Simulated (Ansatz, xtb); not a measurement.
## Relative energy of two conformers of CH5BO

Structure I: `CBO`, a singlet. Structure II: `CBO`, a singlet. Both are isolated molecules in the gas phase, relaxed with PBE0-D4/def2-TZVP.

I (Å):

```xyz
8

C    -1.4613    1.5190    0.9441
B    -0.2533    0.5893    1.2685
O    -0.1357   -0.5995    0.6255
H    -2.0375    1.7200    1.8543
H    -2.1328    1.1085    0.1877
H    -1.1047    2.4980    0.6047
H     0.5861    0.8960    2.0795
H     0.6392   -1.0980    0.8944
```

II (Å):

```yaml
atoms:
  - { symbol: C, position_ang: [-1.5032, 0.6735, 0.6934] }
  - { symbol: B, position_ang: [-0.2400, 1.3672, 1.3041] }
  - { symbol: O, position_ang: [0.7947, 0.6885, 1.8551] }
  - { symbol: H, position_ang: [-2.4076, 1.0342, 1.1957] }
  - { symbol: H, position_ang: [-1.4982, -0.4196, 0.7444] }
  - { symbol: H, position_ang: [-0.1236, 2.5622, 1.3138] }
  - { symbol: H, position_ang: [-1.6182, 0.9651, -0.3564] }
  - { symbol: H, position_ang: [0.6741, -0.2654, 1.8335] }
```

Energies in hartree; the thermal terms are from PBE0-D4/def2-TZVP harmonic frequencies (ideal gas, rigid rotor, one conformer each, 298.15 K, 1 atm) and include the zero-point energy:

|  | I | II |
| --- | --- | --- |
| E, CCSD(T)/def2-TZVPP | −141.011734 | −141.010844 |
| zero-point energy | 0.064064 | 0.064073 |
| H(298 K) − E | 0.069402 | 0.069390 |
| G(298 K) − E | 0.038474 | 0.038492 |

Task: Work out ΔE, ΔE₀, ΔH and ΔG for I → II in kcal/mol (1 Eh = 627.51 kcal/mol) and the equilibrium ratio [II]/[I].

Result: 1. ΔE = −141.010844 − (−141.011734) = +0.000890 Eh = +0.56 kcal/mol.
2. ΔE₀ = ΔE + ΔZPE = +0.000890 + (+0.000009) Eh = +0.56 kcal/mol.
3. ΔH = ΔE + (−0.000012) Eh = +0.55 kcal/mol.
4. ΔG = ΔE + (+0.000018) Eh = +0.57 kcal/mol, so ΔS = (ΔH − ΔG)/T = −0.3 J/(mol K).
5. kT = 0.9442 mEh, so K = [II]/[I] = exp(−ΔG/kT) = exp(−0.96) ≈ 0.38.

The two are too close for this level to say which is favoured. An error of 1 kcal/mol in ΔG would change K by a factor of 5.4. Mirror images and further conformers aren't counted.

Other levels gave ΔE = +0.6 (PBE0-D4/def2-TZVP); +0.7 (HF/def2-TZVPP); +0.6 (MP2/def2-TZVPP) kcal/mol. The correlated steps freeze 3 core orbitals. Programs: Ansatz 0.2.0.

Both structures are methylborinic acid, CH3–BH–OH, and differ in the orientation of the hydroxyl group about the B–O bond. In I the O–H bond points toward the hydrogen on boron, while in II it points toward the methyl group. Each keeps an essentially planar heavy-atom and hydroxyl framework, so donation from the oxygen lone pair into the empty boron p orbital survives in both, and the electronic difference is only +0.56 kcal/mol. The slight tilt toward I probably reflects less crowding at the hydroxyl hydrogen, helped by a weak electrostatic attraction between this protic hydrogen and the hydridic one on boron. Hartree–Fock already gives +0.7 kcal/mol, which suggests that correlation contributes almost equally to the two forms, as expected when the bonds are the same. The unchanged bonding also explains why the zero-point and thermal terms nearly cancel. The energies of the two minima say nothing about how fast they interconvert, since rotation about B–O must pass through a twisted geometry that disrupts the π donation.
